Band edges that an impurity cannot move: Weyl's theorem for one-electron ions up to Bi⁸²⁺

One donor in a silicon crystal adds levels in the gap but leaves the band edges in place. Weyl's theorem is the exact form of that rule. The Dirac equation of a one-electron ion is a clean test, because the free electron has two continua separated by a gap.

The theorem

The spectrum of a self-adjoint operator splits into isolated eigenvalues of finite degeneracy (the discrete part) and the rest (the essential part: bands, their edges, accumulation points). An operator K is compact if ‖Kψₙ‖ → 0 for every normalised sequence ψₙ that tends weakly to zero, for instance packets that run away or shrink to a point. Let A and B be self-adjoint. If (A − z)⁻¹ − (B − z)⁻¹ is compact for one non-real z, then A and B have the same essential spectrum.

The reason: E is essential for A exactly when such a sequence exists with [(A − z)⁻¹ − (E − z)⁻¹]ψₙ → 0. The compact difference vanishes along the sequence, so the same holds for B, and conversely.

Schrödinger case

Take a fixed point nucleus, V = −Zαħc/r, electron mass m, and ƛ = ħ/(mc) = 3.86×10⁻¹³ m. In three dimensions, let a real V split into a square-integrable part and a bounded part whose bound can be made arbitrarily small. Coulomb qualifies: cut at radius ρ. Outside, |V| ≤ Zαħc/ρ. Inside, ∫V² d³r = 4πρ(Zαħc)², and with ∫(1 + ƛ²k²)⁻² d³k = π²/ƛ³ the squared Hilbert–Schmidt norm of V_in(1 − ƛ²∇²)⁻¹ is (2π)⁻³ times their product, (Zαmc²)²ρ/(2ƛ). A finite value implies compactness. As ρ grows the outer part vanishes in norm, and norm limits of compact operators are compact. The essential spectrum of −ħ²∇²/(2m) + V is therefore [0, ∞) for every Z.

Dirac case

The free operator H₀ = −iħc α⃗·∇ + βmc², with Dirac matrices α⃗ and β, obeys H₀² = −ħ²c²∇² + m²c⁴. Its spectrum is (−∞, −mc²] and [mc², ∞), with mc² = 81.87 fJ (511.0 keV) and a gap of 163.74 fJ.

The argument above fails here, since V H₀⁻¹ is not compact. For φ = exp(−r/L) times a constant spinor,

‖Vφ‖/‖H₀φ‖ = √2 Zα/√(1 + L²/ƛ²).

As L → 0 the normalised H₀φ tends weakly to zero, yet the ratio tends to √2 Zα, which is 0.857 for bismuth (Z = 83). V and H₀ both scale as 1/L at short distance.

Two steps repair this.

1. Self-adjointness of H = H₀ + V. Hardy's inequality ‖ψ/r‖ ≤ 2‖∇ψ‖ gives ‖Vψ‖ ≤ 2Zα‖H₀ψ‖. The Kato–Rellich theorem needs 2Zα < 1, so Z ≤ 68. Beyond that, look at the j = 1/2 radial functions (measure dr), which start as r^γ or r^(−γ), γ = √(1 − (Zα)²). For γ > 1/2 the second is not square-integrable and no boundary condition is needed at the nucleus. A standard theorem, quoted here without proof, states that for Zα < √3/2, so Z ≤ 118, H is self-adjoint on the domain of H₀.

2. Share the potential. Since V = −|V|,

(H − z)⁻¹ − (H₀ − z)⁻¹ = [(H − z)⁻¹|V|^½] [|V|^½(H₀ − z)⁻¹].

The first bracket is bounded because H and H₀ share a domain. In the second, replace (H₀ − z)⁻¹ by |H₀|⁻¹ times a bounded factor. A product f(r)g(k) is compact when f⁴ and g⁴ are integrable. Here f⁴ = V_in² and g⁴ = (mc²)⁻⁴(1 + ƛ²k²)⁻², the two finite integrals met above, and the tail again vanishes in norm. The difference is compact, so the essential spectrum of H is that of H₀.

Four ions

Weyl's theorem does not locate the levels in the gap. The exact point-nucleus solution does:

E = mc²[1 + (Zα/ν)²]^(−½), ν = n − |κ| + √(κ² − (Zα)²), |κ| = j + ½.

For 1s, ν = γ and E = γmc². The Dirac binding is B_D = (1 − γ)mc², the Schrödinger one B_S = (Zα)²mc²/2. At large n the binding approaches B_S/ν², and it falls to kT = 4.14×10⁻²¹ J (300 K) near n_T = √(B_S/kT). Inputs are Z, T and the fundamental constants; energies are in fJ and belong to the model.

Ion   | Z  | 2Zα   | γ     | B_D   | B_S   | B_D/gap | n_T
Si¹³⁺ | 14 | 0.204 | 0.995 | 0.428 | 0.427 | 0.26 %  | 321
Ge³¹⁺ | 32 | 0.467 | 0.972 | 2.26  | 2.23  | 1.38 %  | 734
Hf⁷¹⁺ | 72 | 1.051 | 0.851 | 12.2  | 11.3  | 7.46 %  | 1652
Bi⁸²⁺ | 83 | 1.211 | 0.796 | 16.7  | 15.0  | 10.2 %  | 1904

Reading the trend

The edges ±mc² need no column: they are the same in all rows. They are fixed by packets far from the nucleus, where V → 0 whatever Z is.

The proof changes with Z, but the result does not. Silicon and germanium have 2Zα < 1 and pass Kato–Rellich. Hafnium and bismuth exceed it and rely on γ > 1/2.

The discrete part carries all the Z dependence. B_S grows as Z², and B_D/B_S = 2/(1 + γ) rises from 1.003 for silicon to 1.114 for bismuth as γ drops. Every level has 0 < E < mc², and the series accumulates only at +mc², which is already essential. n_T grows as Z, because a 1/r tail binds as Z²/n².

Limits

A finite nucleus makes V bounded and still decaying, so V H₀⁻¹ becomes compact and the edges stay. The levels do move. The model's 1s binding of Bi⁸²⁺, 16.7 fJ (104 keV), is typically too large by a few tenths of a per cent from nuclear size and radiative shifts, small against the relativistic increase of 11.4 %. In a crystal the theorem covers one impurity or finitely many. A finite dopant concentration in an infinite crystal does not decay at infinity, the resolvent difference need not be compact, and band edges can then shift, as in band-gap narrowing.